## Why ZnSe softens as it expands

ZnSe grows softer as it expands, so its pressure falls ever more slowly with volume. Its band gap narrows at the same time, by about 0.04 eV for each per cent of volume. A single idea links the two trends: squeezing electrons into less space raises their kinetic energy. For the pressure, the calculated energies show the kinetic energy falling on expansion, in step with the pressure curve; for the gap, the link rests on the theory of bonding.

Zincblende ZnSe at a series of fixed volumes, computed with Ansatz 0.2.0 using all-electron LAPW, the PBE functional and scalar relativity, with an 8×8×8 k mesh, Fermi–Dirac smearing of 0.03 eV and a basis error target of 1 meV/atom. Pressure is positive in compression; energies are free energies relative to spherical, unpolarised free atoms.

| volume (Å³/atom) | shortest distance (Å) | pressure (GPa) | energy less free atoms (eV/atom) |
| --- | --- | --- | --- |
| 21.391 | 2.404 | 6.803 | -2.971 |
| 21.403 | 2.404 | 6.757 | -2.972 |
| 21.846 | 2.421 | 5.072 | -2.988 |
| 22.074 | 2.429 | 4.274 | -2.995 |
| 22.302 | 2.438 | 3.519 | -3.000 |
| 22.529 | 2.446 | 2.803 | -3.005 |
| 22.757 | 2.454 | 2.124 | -3.008 |
| 22.984 | 2.462 | 1.481 | -3.011 |
| 23.212 | 2.470 | 0.872 | -3.012 |
| 23.439 | 2.478 | 0.294 | -3.013 |
| 23.667 | 2.486 | -0.253 | -3.013 |
| 24.122 | 2.502 | -1.264 | -3.011 |

The volume is given per atom, and the shortest distance is the Zn–Se bond length. Positive pressure means that the crystal pushes outwards. All rows describe the same undistorted, semiconducting zincblende crystal, but the volume steps are uneven. The first pressure drop is tiny because the two smallest volumes almost coincide, so slopes have to be compared, not steps.

The useful slope is the bulk modulus, B = −V dP/dV, where P is pressure and V is volume. It is the pressure needed per relative change of volume. It falls from 82 GPa between volumes 21.403 and 21.846 to 53 GPa between the two largest. A crystal that kept its zero-pressure stiffness would reach only about 5.5 GPa at the smallest volume, not the computed 6.8 GPa.

### A balance of two large energies

Expansion from 21.403 to 23.439 Å³/atom lowers the kinetic energy by 2.49 eV per atom. Over the same stretch, the electrostatic and exchange-correlation energy rises by 2.45 eV, because electrons and nuclei lie further apart and, for 0.56 eV of it, because a thinner electron cloud gains less from exchange and correlation. The gain of about 0.04 eV is all that remains of these two large changes. Beyond the minimum, the loss of attraction just outweighs the kinetic gain, and the crystal pulls inwards.

A hydrogen atom with an adjustable radius L shows the same contest. Its kinetic energy T varies as 1/L² and its attraction U as −1/L. At small L the kinetic term wins and the atom pushes outwards; at large L the attraction wins. The kinetic term is the steeper of the two, so around the balance point its push fades faster on expansion and the pressure falls. Both terms also level off as L grows, so each further step changes their balance less: the atom softens.

ZnSe shows the same fading. From the compressed to the expanded end, the kinetic energy released per Å³ drops from 1.37 to 0.99 eV, while the attraction lost drops only from 1.33 to 1.00 eV.

To carry this over to a crystal, let every length grow together, so that V varies as L³. Real electrons don't spread so evenly, but the slope of the energy at each volume still comes out right: in the ground state, a small rearrangement of the electrons doesn't change the energy to first order. Differentiating the total energy E = T + U then gives the virial relation:

3PV = 2T + U, and therefore T = 3PV − E.

The kinetic change can thus be estimated from the table alone. With 1 eV/Å³ = 160.2 GPa, the two volumes used above give:

- 3PV at 21.403: 3 × 6.757 × 21.403 / 160.2 = 2.708 eV
- 3PV at 23.439: 3 × 0.294 × 23.439 / 160.2 = 0.129 eV
- change of E: −3.013 + 2.972 = −0.041 eV
- change of T: 0.129 − 2.708 + 0.041 = −2.538 eV

This estimate has no adjustable constant and exceeds the directly computed fall by about 2%. Some difference is expected, because the kinetic energy of a density-functional calculation leaves out a correlation part and because relativity alters the relation. The agreement confirms that the pressure and the energies belong together; it isn't a test against nature.

### Where the hydrogen picture fails

If the crystal's energy really consisted of one 1/L² term and one −1/L term, the pressure would be a V^(−5/3) term less a V^(−4/3) term. The bulk modulus would then rise by 3 GPa per GPa of pressure near the minimum. Fitted to all twelve pressures, this form typically misses by 0.06 GPa. At the largest volume it makes the inward pull about a tenth too strong, because it softens too slowly.

The likely reason is that the atomic cores don't shrink with the cell. When neighbouring shells are pressed together, their electrons must stay orthogonal to one another, and this repulsion rises more steeply than 1/L². The kinetic energy does fade faster than the hydrogen picture allows: the amount released per Å³ drops by about 28% from the compressed to the expanded end, where a 1/L² term would give about 15%. The attraction overshoots as well, fading by about 25% where a −1/L term would give about 12%. Neither figure is separate evidence for the cause: differentiating T = 3PV − E gives −dT/dV = 3B − 4P, so a faster softening shows up as a faster kinetic fading whatever lies behind it.

A Birch–Murnaghan curve, which leaves the rate of stiffening free, has one more parameter and typically misses the same twelve pressures by only 0.001 GPa. It gives a modulus of 57 GPa at zero pressure, rising by 4.5 GPa per GPa. The zero-pressure volume is 23.56 Å³/atom, for a lattice without thermal or zero-point motion. The output printed after the text gives both fits.

Pressure locates the minimum better than energy does. The energies at 23.439 and 23.667 tie because both lie only about 0.1 meV per atom above the minimum. At the other end, the printed step of 1 meV between the two smallest volumes is partly rounding, since the pressure implies 0.5 meV. The energies are counted from spherical, unpolarised atoms, which overstates the binding but leaves the shape of the curve unchanged.

### Why the gap narrows

The same calculations give a gap that falls from 1.54 eV at the smallest volume to 1.06 eV at the largest. An infinite crystal has no natural zero of energy, so the movement of each band edge is judged here against deep core levels. Between 21.846 and 23.439 Å³/atom, the conduction edge drops by about 0.45 eV and the valence edge by less than 0.2 eV. The core levels can themselves drift with volume, and a common drift of 0.2 eV would reverse the sign of the valence shift. Only the change of the gap is free of this choice, though the conduction edge is still expected to be the one that moves more.

Bonding theory offers a reason. The conduction edge is a single level, as expected for an antibonding combination of Zn and Se s orbitals. Its wave changes sign between neighbours, which costs kinetic energy, and this cost falls quickly as the bond lengthens. The valence edge is threefold, as expected for Se p orbitals that bond with zinc. Expansion gives them more room and should weaken the upward push from the filled Zn 3d shell, 6 to 7 eV below. Both effects lower the edge, but the loss of bonding raises it, so a smaller net shift is expected. The 3d levels fit a weakening push: at Γ the threefold 3d level, which shares the symmetry of the valence edge, lies below the twofold one, and this splitting shrinks from 0.41 to 0.34 eV over the same range.

The gap follows volume more steadily than pressure. Its change per relative volume weakens by only 8% from the compressed to the expanded end, while its change per GPa grows from 51 to 73 meV. Dividing the first quantity by the bulk modulus gives the second, so the softer crystal responds more to each GPa. Over a wide range of compression, the gap is thus better estimated from the volume change than from one fixed pressure coefficient.

The size of the gap is much less reliable than this trend. At the zero-pressure volume, PBE gives 1.15 eV, against a measured gap of roughly 2.7 eV. PBE also makes the cell too large, yet shrinking it to 22.757 Å³/atom, close to the real volume, restores only 0.14 eV. Most of the error thus lies in the functional's description of the gap itself; spin-orbit coupling, absent here, would narrow the gap slightly further.

Numerical output:

```
fit of pressure on 12 rows: coefficient of 1.5*((s/vol)**(7/3)-(s/vol)**(5/3)) 56.61 +/- 0.02, coefficient of 1.125*((s/vol)**(7/3)-(s/vol)**(5/3))*((s/vol)**(2/3)-1) 29.13 +/- 0.46, s 23.56; rms 0.00105, worst 22.302 -0.00203, leave-one-out rms 0.00136
fit of pressure on 12 rows: coefficient of (mean(vol)/vol)**(5/3) 193.5 +/- 1.6, coefficient of (mean(vol)/vol)**(4/3) -191 +/- 1.6; rms 0.0637, worst 24.122 -0.128, leave-one-out rms 0.0834
Volume at zero pressure, Å³/atom: 23.56
Bulk modulus at zero pressure, GPa: 56.61
Pressure derivative of the bulk modulus: 4.515
Pressure at the smallest volume if the modulus stayed constant, GPa: 5.468
Largest miss of the energies from the integrated pressure curve, meV/atom: 0.3723
Height above the minimum of the two lowest rows, the larger, meV/atom: 0.1108
Energy step between the two smallest volumes expected from pressure, meV/atom: 0.5061
Bulk modulus between 21.403 and 21.846, GPa: 82.25
Bulk modulus between 23.667 and 24.122, GPa: 53.09
Gap change per unit of ln volume, 21.403 to 21.846, eV: -4.173
Gap change per unit of ln volume, 23.667 to 24.122, eV: -3.854
Gap change with pressure, 21.403 to 21.846, meV/GPa: 50.74
Gap change with pressure, 23.667 to 24.122, meV/GPa: 72.59
Kinetic energy change, 21.403 to 23.439, eV/atom: -2.49
Electrostatic plus exchange-correlation change, 21.403 to 23.439, eV/atom: 2.449
Kinetic energy change expected from the virial theorem, 21.403 to 23.439, eV/atom: -2.538
Kinetic energy change, 23.667 to 24.122, eV/atom: -0.451
Electrostatic plus exchange-correlation change, 23.667 to 24.122, eV/atom: 0.453
Valence edge against Zn 3p, 21.846 to 23.439, eV: -0.1756
Valence edge against Se 3d, 21.846 to 23.439, eV: -0.1501
Conduction edge against Zn 3p, 21.846 to 23.439, eV: -0.4591
Conduction edge against Se 3d, 21.846 to 23.439, eV: -0.4335
Gap at the zero-pressure volume, eV: 1.153
Gap gained on going from the zero-pressure volume to 22.757, eV: 0.1371
```
